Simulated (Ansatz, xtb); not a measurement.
**Relative energy of two isomers of C3H7FSi2**

We compare X, `C[Si@H](F)C#C[SiH3]`, a singlet, with Y, `C[SiH2]C#C[SiH2]F`, a singlet. Both are isolated molecules in the gas phase, relaxed with B3LYP/def2-SVP.

Quicker runs give these differences E(Y) − E(X): GFN2-xTB −1.54 kcal/mol; HF/STO-3G +2.23 kcal/mol (at GFN2-xTB geometries); r2SCAN-D4/def2-SVP +2.96 kcal/mol (at GFN2-xTB geometries).

Question: Estimate which is lower in electronic energy at CCSD(T)/def2-SVP + ΔMP2/def2-TZVPP, and by roughly how much.

Answer: The CCSD(T)/def2-SVP + ΔMP2/def2-TZVPP calculation puts structure X lower, by 1.85 kcal/mol.

How the difference moves with the method:

```tsv
level	geometry	E(Y) − E(X) (kcal/mol)	departure from the last row (kcal/mol)	job, with rough time for the two
GFN2-xTB	GFN2-xTB	−1.54	−3.39	optimisation, 0.34 s
HF/STO-3G	GFN2-xTB	+2.23	+0.38	single point, 0.72 s
r2SCAN-D4/def2-SVP	GFN2-xTB	+2.96	+1.11	single point, 4.8 s
B3LYP/def2-SVP	B3LYP/def2-SVP	+2.54	+0.69	optimisation, 57 s
HF/def2-SVP	B3LYP/def2-SVP	+2.14	+0.29	part of the CCSD(T) run
MP2/def2-SVP	B3LYP/def2-SVP	+2.18	+0.33	part of the CCSD(T) run
CCSD(T)/def2-SVP	B3LYP/def2-SVP	+2.30	+0.45	single point
CCSD(T)/def2-SVP + ΔMP2/def2-TZVPP	B3LYP/def2-SVP	+1.85		single point, 70 s
```

As drawn, both hold the same kinds of bond in the same numbers.

GFN2-xTB puts the two in the other order. The largest departure from CCSD(T)/def2-SVP + ΔMP2/def2-TZVPP is that of GFN2-xTB, 3.39 kcal/mol. A small imaginary or near-zero mode remains, so no thermal terms are given. The last row adds to CCSD(T) the change of the MP2 difference between the two basis sets, here −0.45 kcal/mol.

The correlated steps freeze 14 core orbitals. Run with Ansatz 0.2.0, xtb 6.7.1; the last row on 2 threads of Intel(R) Xeon(R) Processor @ 2.70GHz on a shared host.

The isomers differ only in whether fluorine sits on the methyl-bearing silicon or on the silicon at the far end of the alkyne, and the calculation modestly favours placing fluorine and methyl together. The likely reason is that fluorine leaves its silicon strongly positive, and a methyl group, more polarisable and a better hyperconjugative donor than the hydrogen it replaces, stabilises that centre best when directly attached. In Y the methyl group can act only through the alkyne, where its influence is much weaker.

Hartree–Fock already gives +2.14 kcal/mol in the smaller basis, and CCSD(T) only +2.30, so the preference does not depend on differential electron correlation. Enlarging the basis matters more, but does not threaten the order. The reversed sign from GFN2-xTB is not primarily a geometry effect, since HF and r2SCAN-D4 favour X at the same structures; its approximate treatment of polar Si–F bonding is a more probable cause. The energies alone cannot separate inductive from hyperconjugative stabilisation.
